Suppose the gap of strained SnO₂ is needed at 2.5 %, and only whole percents have been calculated. The choice is between reading the value off the curve and running a new calculation. Reading it off is safe only if no kink hides among the rows, so the table has to be searched for one.

Rutile SnO₂ (6-atom cell, unstrained a = 4.761 Å, c = 3.200 Å) under hydrostatic strain, calculated with Ansatz 0.2.0 (r2SCAN, plane-wave PAW, 500 eV cutoff, 6×6×8 k mesh, no spin polarisation). Strain is the relative change of each cell edge, with atoms relaxed at each strain. Changes and energy rise are relative to the unstrained cell; positive pressure means compression.

| strain (%) | band gap (eV) | band gap change (eV) | energy rise per atom (meV) | pressure change (GPa) |
| --- | --- | --- | --- | --- |
| -4 | 3.294 | 1.526 | 134.0 | 34.61 |
| -3 | 2.885 | 1.118 | 72.5 | 24.02 |
| -2 | 2.495 | 0.727 | 31.0 | 14.82 |
| -1 | 2.122 | 0.355 | 7.5 | 6.86 |
| 1 | 1.433 | -0.335 | 6.9 | -5.86 |
| 2 | 1.116 | -0.651 | 26.6 | -10.85 |
| 3 | 0.819 | -0.949 | 57.6 | -15.06 |
| 4 | 0.541 | -1.227 | 98.5 | -18.58 |

Strain here is the change of every cell edge in percent, so 1 % of strain is about 3 % of volume. The band gap falls in every step from the most compressed row to the most stretched one. The fall is not a straight line, but it bends evenly, and no row stands out beyond the rounding of the printed values.

**From −4 to −1: the compressed crystal**

Over these four rows the gap drops from 3.294 to 2.122 eV. The usual picture of SnO₂ explains the direction. The lowest empty state is an antibonding mixture of Sn 5s with oxygen orbitals, while the highest filled state is mostly O 2p and nearly nonbonding. Pressing tin and oxygen together pushes the antibonding state up more than the nonbonding one, so the gap opens. The calculation lists no orbital weights, so this assignment rests on established chemistry. The same question, which edge feels the metal–oxygen contact more, gives a first guess for a related oxide.

The steps in this stretch shrink gradually, from 0.409 eV between −4 and −3 to 0.373 eV between −2 and −1. If another state had taken over one edge of the gap, the slope would most likely have changed abruptly, because two different states seldom respond to strain at the same rate. The calculation also finds both edges at the centre of the Brillouin zone, Γ, in every row. The gap is therefore measured at the same place throughout, and the even slope suggests that it lies between the same two states.

**From −1 to 1: a break that is only a wider step**

Here the gap falls by 0.689 eV, about twice as much as in the steps on either side. This is the one place where the table seems to break, and the cause is simple: the step spans 2 % of strain instead of 1 %. The unstrained crystal, with a gap of 1.768 eV, lies in between and splits the fall into two ordinary steps.

With the width of the steps taken into account, the slope flattens by 0.017 to 0.020 eV per % for each further percent of strain. Rounding of the gaps alone can shift such a figure by 0.002, which covers the whole scatter. A single row out of line by 0.01 eV would have shifted at least one of these figures by that amount, about half its size. Any break in the table must therefore be far smaller than that.

For a crystal that stays rutile, this settles the opening question at strains inside the table. A straight line drawn between two rows 1 % apart lies above an evenly bent curve by at most one eighth of the bend, here $0.019/8 \approx 0.002$ eV. For most purposes that is negligible.

**From 1 to 4: the stretched crystal**

Stretching closes the gap, but less effectively than compression opens it. At 4 % the opening is 1.526 eV and the closing 1.227 eV, a ratio of 1.24. This lopsidedness is the real departure from a straight line, and all rows share it.

An electron in a cubic box shows why some bend is natural. Confinement costs kinetic energy, and every level of the box varies as the inverse square of its edge length. If the part of the gap that depends on strain did the same, then with the strain $s$ written as a fraction and two constants $A$ and $B$

$$E_\mathrm{gap}(s) = A + \frac{B}{(1+s)^2}.$$

In the ratio of opening to closing at 4 % both constants drop out:

$$\frac{0.96^{-2}-1}{1-1.04^{-2}} = \frac{0.0851}{0.0754} \approx 1.13.$$

The estimate takes no gap from the table. It gets the direction right but only about half of the excess over 1. A steeper inverse power would raise the ratio, but it can't be the whole answer. With any inverse power the bend itself shrinks as the crystal is stretched, for the inverse square by about a fifth between −3 and 3 %. The unrounded gaps show no such shrinking: the slope flattens by 0.018 eV per % for each further percent around −3, and by 0.019 around 3. The box therefore shows why a bend is natural, but not how it runs through the table. In the crystal both edges of the gap respond to strain, and the oxygen atoms are free to shift within the cell, so no single power need hold.

**Why nothing jumps**

A gap curve stays smooth as long as the same two states bound it and the atoms move smoothly, without a jump or the sudden onset of a distortion. The even slope speaks for the first condition, and the energy supports the second. Divided by the square of the strain, the energy rise per atom declines steadily from 8.4 meV at −4 to 6.2 meV at 4. A sudden rearrangement of the oxygen atoms would be expected to disturb that decline.

The box also shows what a break requires. All its levels scale by the same factor, so none ever overtakes another. In a crystal, states respond to strain at different rates, and their order can change.

**Where a break would be expected**

On the compressed side, the empty state at Γ climbs quickly relative to the filled one. An empty state elsewhere in the Brillouin zone that climbs more slowly would eventually become the lowest. From there on the gap would be indirect, and it would grow more slowly or even shrink. Whether this happens, and how far beyond −4, the present values don't tell.

A different break may lie inside the compressed stretch, where the calculation was not free to show it. Real SnO₂ leaves the rutile structure for a slightly distorted, CaCl₂-type one at roughly 12 GPa, and the rows from −4 to −2 all lie above that pressure. Stronger compression turns it into denser forms that are no longer close to rutile. The calculation kept the rutile symmetry throughout. Its smooth curve there describes a crystal held in the rutile form, and a real sample could depart from it.

On the stretched side, the break is the closing of the gap. The last row has 0.541 eV left, and the last step took 0.278 eV, so at that rate the gap would vanish after about 2 % more stretching. Since the slope is still flattening, closure should come somewhat later. There the two edges meet, and the smooth fall of the gap has to end.

That strain belongs to the r2SCAN calculation and not to the material. The measured gap of unstrained SnO₂ is roughly 3.6 eV, about twice the calculated one. Spin–orbit coupling and atomic vibrations are left out here, but they are much too small to account for the difference, which is mainly a fault of the functional. A real crystal stretched by 4 % in all directions should therefore keep a sizeable gap, where the table has little left. It would first have to survive a pull of nearly 19 GPa from every side without breaking.
